Three electrons of lithium as one free particle on the hypersphere S⁸

Problem

Treat the Li atom (Z = 3) with an infinitely heavy nucleus at the origin, without relativity or spin-orbit coupling. The positions r₁, r₂, r₃ form one vector in nine dimensions. Its length is the hyperradius R, with R² = r₁² + r₂² + r₃², and its direction is a point Ω on the unit sphere S⁸.

Data (physical constants, rounded): ħ = 1.054572×10⁻³⁴ J s, m = 9.109384×10⁻³¹ kg, k = e²/(4πε₀) = 2.307078×10⁻²⁸ J m. Assumed illustrative hyperradius: R = 20.0 pm. Energies are in aJ = 10⁻¹⁸ J.

(a) With R frozen and the Coulomb terms switched off, find the levels and degeneracies for K = 0 to 4. K is the degree of the harmonic, the l of the general sphere S^d; L is kept for the ordinary total orbital angular momentum.
(b) Count the states that the Pauli principle allows and name the terms up to K = 2.
(c) Find the zonal function for K = 2 and use it to test (b).
(d) Give the size of the Coulomb terms in the lowest allowed level.
(e) Release R, keep only that harmonic, and judge the resulting energy.

Solution (a): levels and degeneracies

All electrons have the same mass, so the kinetic energy is −(ħ²/2m)∇² in nine flat dimensions. In d + 1 dimensions

∇² = ∂²/∂R² + (d/R) ∂/∂R − Λ²/R²,

where Λ² is minus the Laplacian on the unit S^d. At fixed R the free Hamiltonian is ħ²Λ²/(2mR²).

Stop and predict: a homogeneous polynomial of degree K has the form R^K Y(Ω). If ∇² annihilates it, what does Λ² give on Y?

The radial terms give [K(K−1) + dK] R^(K−2) Y, and Λ² must cancel this. So Λ²Y = K(K+d−1)Y and

E_K = ħ²K(K+d−1)/(2mR²).

For the count, there are binom(K+d, d) monomials of degree K in d + 1 variables. ∇² maps them onto all polynomials of degree K − 2, because in a suitable scalar product it is the adjoint of multiplication by R², which is one-to-one. The kernel has dimension

g_K = binom(K+d, d) − binom(K+d−2, d) = (2K+d−1)(K+d−2)!/(K!(d−1)!).

Every polynomial is a sum of harmonic ones times powers of R², and polynomials are dense on the sphere, so no level is missed.

A familiar case tests the formula. For d = 3 it gives K(K+2) and (K+1)². Orientations of a rigid body are unit quaternions q, with q and −q identified, so only even K = 2J survive. Then K(K+2) = 4J(J+1), which is the spherical top with moment of inertia I = mR²/4 and (2J+1)² states.

For d = 8, E_K = K(K+7)ε and g_K = (2K+7)(K+6)!/(K! 7!). The unit is

ħ²/2m = 6.1043×10⁻³⁹ J m², ε = (6.1043×10⁻³⁹ J m²)/(20.0×10⁻¹² m)² = 15.26 aJ.

Stop and predict: g₁ and g₂ can be counted without the formula. What are they?

The nine coordinates are harmonic, so g₁ = 9. Of the 45 quadratic monomials one combination, R², is not harmonic, so g₂ = 44.

K | K(K+7) | E_K / aJ | g_K | N_K
0 | 0 | 0 | 1 | 0
1 | 8 | 122.1 | 9 | 6
2 | 18 | 274.7 | 44 | 42
3 | 30 | 457.8 | 156 | 178
4 | 44 | 671.5 | 450 | 540

The parity is (−1)^K. The last column, the number of allowed states with spin, comes next.

Solution (b): the Pauli principle

Stop and predict: the K = 0 function is a constant. Can three electrons occupy it?

They cannot. A constant is symmetric under all permutations and needs a totally antisymmetric spin function, and three spins 1/2 have none: the eight spin states are a symmetric quartet and two doublets of mixed symmetry.

In general, project on the antisymmetric representation of the six permutations. The spin traces are 8 for the identity, 4 for each of the three transpositions and 2 for each of the two 3-cycles. With spatial traces g_K, τ_K and γ_K for the same classes,

N_K = (8g_K − 3·4τ_K + 2·2γ_K)/6.

For a permutation with 9×9 matrix P, the traces on polynomials of degree K are the coefficients of t^K in 1/det(1 − tP). Removing the multiples of R² multiplies this by (1 − t²). The determinants are (1−t)³(1−t²)³ for a transposition and (1−t³)³ for a 3-cycle. Expansion gives, for K = 0 to 4,

τ_K = 1, 3, 8, 16, 30 and γ_K = 1, 0, −1, 3, 0.

For K = 2, N₂ = (352 − 96 − 4)/6 = 42, and the other entries follow alike.

To name the terms, change to three orthogonal combinations, ρ = (r₁ − r₂)/√2, λ = (r₁ + r₂ − 2r₃)/√6 and w = (r₁ + r₂ + r₃)/√3, with ρ² + λ² + w² = R². At K = 1 the vector w is symmetric and forbidden. The pair ρ, λ has mixed symmetry and combines with the two doublets into one antisymmetric term, an odd-parity ²P with 6 states.

Stop and predict: which K holds the lowest ²S, the symmetry of the 1s²2s ground term of lithium?

K = 0 is forbidden and K = 1 has only L = 1, so it is K = 2. The 44 functions split as follows. The six scalars rᵢ·rⱼ less R² give 5 functions with L = 0: one symmetric function and two mixed pairs, hence two ²S terms. The three vectors rᵢ×rⱼ give 9 functions with L = 1: the antisymmetric sum r₁×r₂ + r₂×r₃ + r₃×r₁, a ⁴P term, and one mixed pair, a ²P term. The six traceless tensors give 30 functions with L = 2: two symmetric sets and two mixed pairs, hence two ²D terms. The states number 4 + 12 + 6 + 20 = 42, as the projection found.

On the free sphere ²S thus lies 10ε = 152.6 aJ above the odd ²P at this radius. This is the reverse of the order in the atom, a first sign that the atom does not live in the free limit.

Solution (c): the zonal function

Two configurations of equal R enclose an angle χ, with cos χ = (r₁·r₁′ + r₂·r₂′ + r₃·r₃′)/R². A function of χ alone has the weight sin⁷χ and obeys f″ + 7 cot χ f′ + K(K+7) f = 0. The regular solutions are the Gegenbauer polynomials C_K^(7/2)(cos χ), defined as the coefficients of t^K in (1 − 2t cos χ + t²)^(−7/2). The upper index is (d−1)/2.

Stop and predict: the mean of cos²χ over S⁸ is 1/9, since nine coordinates share R² equally. The K = 2 function must be orthogonal to the constant. Where are its nodes?

It must be proportional to 9cos²χ − 1. Indeed C₂^(7/2) = (7/2)(9cos²χ − 1), which equals 28 at χ = 0 and vanishes at cos χ = ±1/3, first at χ = 70.5°.

The projector on level K has the kernel g_K C_K(cos χ)/C_K(1) relative to the normalised uniform measure. The trace of a permutation is therefore the average of this kernel between Ω and its permuted image. Exchange of electrons 1 and 2 reverses ρ only, so cos χ = 1 − 2y with y = ρ²/R².

The distribution of y is needed again below. Put |ρ| = R sin α and the length of the other six coordinates equal to R cos α. The weight is sin²α cos⁵α dα, proportional to y^(1/2)(1−y)² dy, whose integral over 0 to 1 is 16/105. This gives ⟨y⟩ = 1/3 and ⟨y²⟩ = 5/33, so ⟨(1−2y)²⟩ = 3/11 and

τ₂ = 44 × (27/11 − 1)/8 = 8,

the trace used in (b).

Solution (d): the Coulomb terms

The potential is homogeneous of degree −1, V = C(Ω) k/R, with C = −Z Σ R/rᵢ + Σ R/rᵢⱼ. At 20.0 pm, k/R = 11.54 aJ. V commutes with rotations, permutations and parity, and the odd ²P occurs once at K = 1, so its first-order shift is a plain average. That average is the same for all six components of ρ and λ, so the summed density, proportional to ρ² + λ² = R² − w² with mean 2R²/3, may be used.

Stop and predict: does this density change the nuclear attraction from its value for uniform density?

It does not. w² = (R² + 2Σ rᵢ·rⱼ)/3 with the sum over pairs, and the cross terms vanish when a function of the lengths rᵢ is averaged over directions. For uniform density x = r₁²/R² has the same weight as y, so ⟨R/r₁⟩ = ⟨x^(−1/2)⟩ = (1/3)/(16/105) = 35/16.

For the repulsion r₁₂ = √2 |ρ|. At fixed y, λ² averages to R²(1−y)/2, so the density supplies the normalised factor (3/4)(1+y). With ⟨y^(1/2)⟩ = 35/64 for uniform density,

⟨R/r₁₂⟩ = (3/4)(35/16 + 35/64)/√2 = 525/(256√2).

Then C₁ = −9(35/16) + 1575/(256√2) = −19.6875 + 4.3504 = −15.337, and

⟨V⟩ = −15.337 × 11.54 aJ = −176.9 aJ.

Stop and predict: this exceeds E₁ = 122.1 aJ in size. Does it follow that K is useless as a label at 20.0 pm?

It does not follow. An average only shifts the level. What mixes harmonics is the spread ΔV of V within the state, measured against the gap to the nearest level of the same parity, E₃ − E₁ = 22ε = 335.7 aJ.

For the nuclear part the uniform averages again apply. The fractions xᵢ = rᵢ²/R² have the joint weight (x₁x₂x₃)^(1/2) on x₁ + x₂ + x₃ = 1, which gives ⟨R²/r₁²⟩ = 7 and ⟨R²/(r₁r₂)⟩ = 14/π. The variance of Σ R/rᵢ is 21 + 84/π − (105/16)² = 4.672. Its root times Z is 6.484, so ΔV(nuclear) = 74.8 aJ, which is 0.22 of the gap.

The repulsion is not negligible beside this. For one pair ⟨R²/r₁₂²⟩ = (3/4)(7 + 1)/2 = 3, the standard deviation is 0.947, and three pairs contribute at most 2.84. Standard deviations add at worst linearly, so the spread of C is at most 9.33 and ΔV at most 107.6 aJ, a fraction η ≤ 0.32 of the gap. All intermediate states have K ≥ 3, so the first-order admixture has weight at most η² = 0.10, and the second-order lowering is at most ΔV²/(22ε), about 34 aJ. At 20.0 pm the state is mostly K = 1. Its fixed-R energy, E₁ + ⟨V⟩ = −55 aJ to first order, is a small difference that the second order can change substantially. Since ΔV ∝ 1/R and the gap ∝ 1/R², η grows in proportion to R. The free spectrum is exact only as R → 0.

Solution (e): releasing the hyperradius

Write ψ = R⁻⁴ u(R) Y(Ω), which absorbs the volume weight R⁸. Then ∂²/∂R² + (8/R)∂/∂R acting on R⁻⁴u gives R⁻⁴(u″ − 12u/R²). Since K(K+7) + 12 = (K+3)(K+4), projection on the single harmonic yields

−(ħ²/2m)u″ + ħ²(K+3)(K+4)u/(2mR²) + C₁(k/R)u = E u.

Stop and predict: which textbook equation is this, and what are its charge and quantum numbers for K = 1?

It is the hydrogen radial equation with charge |C₁| and angular quantum number K + 3 = 4. The nodeless solution has principal number 5, u ∝ R⁵ exp(−|C₁|R/5a₀). With a₀ = ħ²/(mk) = 52.92 pm and mk²/ħ² = 4.360 aJ,

E = −(mk²/ħ²) C₁²/(2·5²) = −4.360 aJ × 4.705 = −20.5 aJ.

The trial function has the full odd ²P symmetry, so this is a variational upper bound for the lowest such term of the stated Hamiltonian, counted from the nucleus and three electrons at rest far apart.

Stop and predict: u² peaks at R = 25a₀/|C₁|. Is one harmonic adequate there?

The peak is at 86.3 pm. Scaling the nuclear ratio 0.22 from 20.0 pm to this radius gives 0.96, so the spread of the nuclear attraction alone matches the gap. The model places its own wave function where its premise fails. The value −20.5 aJ belongs to the one-harmonic model, not to lithium. As typical knowledge, the 1s²2p term of Li is bound by about 32 aJ in total, so the model underbinds by roughly a third. The reason is visible in the density: K = 1 leaves the three lengths rᵢ distributed as for the constant function, whereas a two-electron core with a distant third electron needs r₁, r₂ ≪ r₃. That region is a narrow patch of S⁸, and only many harmonics of high K can resolve it. The free-sphere result supplies the basis, its size g_K, the Pauli selection N_K and the small-R order of the terms, while the shell structure comes from the mixing.